Tungsten looks wrong twice. Its free atom was started with four unpaired electrons and ended with six. And the atom with the most parallel spins, which it must largely give up in the solid, is the one that costs most to pull out of it. That cost, the energy over elements, is an average over taking the whole solid apart: about 8 eV for W, about 6 eV for Ru and B, and about 4 eV for Cu and Ge.

Single-point calculations of free atoms in a periodic box of 15 × 15.5 × 16 Å with Ansatz 0.2.0, using r2SCAN, scalar-relativistic plane-wave PAW, collinear spin, a 500 eV cutoff, the Γ point only, Gaussian smearing of 0.005 eV and no symmetry. The energy over elements is per atom, at zero smearing, relative to the element's standard state in the same functional.

| species | starting moment | energy over elements (eV/atom) | spin moment (μB) | level gap (eV) |
| --- | --- | --- | --- | --- |
| B | 1 μB | 6.191 | 1.00 | 1.374 |
| Cu | 1 μB | 3.893 | 1.00 | 1.402 |
| Ge | 2 μB | 3.878 | 2.00 | 0.622 |
| Ru | 4 μB | 6.298 | 4.00 | 1.711 |
| W | 4 μB | 7.969 | 6.00 | 2.800 |

The spin moment in μB counts the unpaired electrons. The level gap is the distance between the highest occupied and the lowest empty orbital of the free atom.

### Why tungsten has six parallel spins

The calculated W atom is 5d⁵6s¹, with all six outer electrons of one spin. Electrons of like spin keep apart, and this exchange effect lowers the energy of the atom. In solid tungsten the electrons pair up in bonding states, and most of this gain is lost. The spins therefore make W cheaper to pull out than its bonds alone would suggest, and it still heads the table. The reason must lie in the solid.

The real atom has the ground level 5d⁴6s², which spin-orbit coupling places lowest. That coupling is absent here, so 5d⁵6s¹ is a sensible result for this level of theory but not nature's ground level. The calculated energy already lies about 0.9 eV below a rough, recalled measured value of 8.9 eV, and the coupling's effect on the atom would widen the shortfall. It would lower the solid as well, which works the other way, so these runs do not give the net change. The search for lower atomic states was also a light one in every row, and any lower state would reduce the energy over elements.

### The metals: how full is the d band?

When atoms form a metal, their d levels spread into a band. The lower half of the band is bonding and the upper half antibonding. A half-filled band has its bonding states full and its antibonding states empty, which is the best case. Each further electron weakens the bond, and a full band gains almost nothing.

The simplest model is a flat band of width w, centred on the atomic level and holding ten electrons:

- With n electrons, the filled part runs from −w/2 up to −w/2 + nw/10.
- The average energy of a filled state is the midpoint, −(w/20)(10 − n).
- The energy gained by n electrons is therefore (w/20) n(10 − n).

The calculated atoms hold 5 d electrons in W, 7 in Ru and 10 in Cu, and these serve as rough counts for the solids. The product n(10 − n) is then 25, 21 and 0. This gives the right order, W above Ru above Cu. Copper still costs almost 4 eV, because its s electrons bind too, with some help from their mixing with the d states.

For the size of the effect, copper can stand for the share of the s electrons. Ru then lies 2.41 eV above this floor and W 4.08 eV, a ratio of 0.59, where the model gives 21/25 = 0.84. The rough measured energies of 3.5, 6.7 and 8.9 eV for Cu, Ru and W also give about 0.6, so the miss probably belongs to the model and not to the functional.

One weak point is the assumption of one width for all three metals. The 5d orbitals of tungsten reach further out than the 4d orbitals of ruthenium, overlap more with their neighbours and form a wider band. Filling and width thus both favour tungsten, and three metals from three rows of the periodic table cannot show how much each contributes. The model also leaves out the spin energy of the free atoms. That energy is largest in W, so including it would by itself raise the model's ratio further, and the wider band, or a share of the s electrons that differs from copper's, has to make up for this too. To place another nonmagnetic transition metal, one therefore asks three things: how far its d band is from half full, how far its d orbitals reach, and how much its free atom gains from parallel spins.

This matters for interconnects, where a current slowly pushes metal atoms out of place. An atom that migrates has to break some of its bonds, so strong cohesion usually means slow migration. Pulling out an atom costs 1.6 times as much in Ru as in Cu, and 2.0 times as much in W. The rough measured values give 1.9 and 2.5, so the calculation understates the advantage. It is an argument about the lifetime of a line; the resistance has to be judged separately.

### Boron and germanium: size beats electron count

Boron has three valence electrons and germanium four, yet boron costs 2.3 eV more to pull out. Per valence electron, the energy is about 2.1 eV in B and 1.0 eV in Ge. The usual explanation is orbital size. Boron's 2p shell has no p shell beneath it and is compact, so the atoms can come close and the orbitals overlap strongly.

Germanium bonds through larger 4s and 4p orbitals over longer distances. In its diamond structure each atom has four neighbours and so a share of two bonds, which puts one bond at about 1.9 eV. That Ge ends up level with Cu, within 0.02 eV, is a coincidence between two quite different kinds of bonding. The order of these two should not be used for anything.

### Do not read the level gap as bond strength

The level gap ranks the five atoms almost as the energy does, with a rank correlation of 0.9. It is a tempting shortcut, but B and Cu expose it. They have the same spin moment and gaps within 0.03 eV of each other, while their energies differ by 2.3 eV. The gap belongs to the atom alone, whereas the energy over elements also contains the solid.

Nor is the gap the same quantity in each row. In B and Ge it lies within the spin-up levels and probably separates filled from empty p orbitals. In a free atom the three p directions are equivalent, but a single arrangement of electrons has to fill some and leave others empty, which splits them. In Cu and Ru the gap lies within the spin-down levels and starts from a d orbital. In W it runs from spin-up to spin-down.

Before gaps of open-shell atoms are compared, it is worth checking which spin and which shell they join. Even then they are orbital spacings, not the energies needed to excite or ionise the atom. For how strongly the atoms of a solid are bound, the energy over elements is the column to use, with an error of up to about 1 eV against the rough measured values. The output below lists the differences, the band-filling estimate and the gaps by spin.

Printed output of the fit:

```
Rank correlation of level gap and energy over elements: 0.9
B less Cu, energy over elements in eV per atom: 2.298
Cu less B, level gap in eV: 0.028
Cu less Ge, energy over elements in eV per atom: 0.015
B less Ge, energy over elements in eV per atom: 2.313
B, energy per valence electron in eV: 2.064
Ge, energy per valence electron in eV: 0.9695
Ge, energy per bond in eV with two bonds per atom in the diamond structure: 1.939
Ru over Cu, ratio of energies over elements: 1.618
W over Cu, ratio of energies over elements: 2.047
Ru less Cu, energy over elements in eV per atom: 2.405
W less Cu, energy over elements in eV per atom: 4.076
Ru excess over Cu as a share of W excess over Cu, computed: 0.59
The same share from d filling alone, n(10-n): 0.84
W, final spin moment in Bohr magnetons: 6
Kinds of level gap in eV:
  row  within spin-up  within spin-down  level gap less smaller of the two
    B           1.374             5.794                          -0.000438
   Cu           4.424             1.402                           -0.00027
   Ge          0.6225             7.706                           -0.00046
   Ru           4.041             1.711                           -8.1e-05
    W           3.086             38.62                            -0.2863
Against rough recalled measured values in eV per atom:
  row  rough measured  computed less measured
    B             5.8                   0.391
   Cu             3.5                   0.393
   Ge             3.9                  -0.022
   Ru             6.7                  -0.402
    W             8.9                  -0.931
```
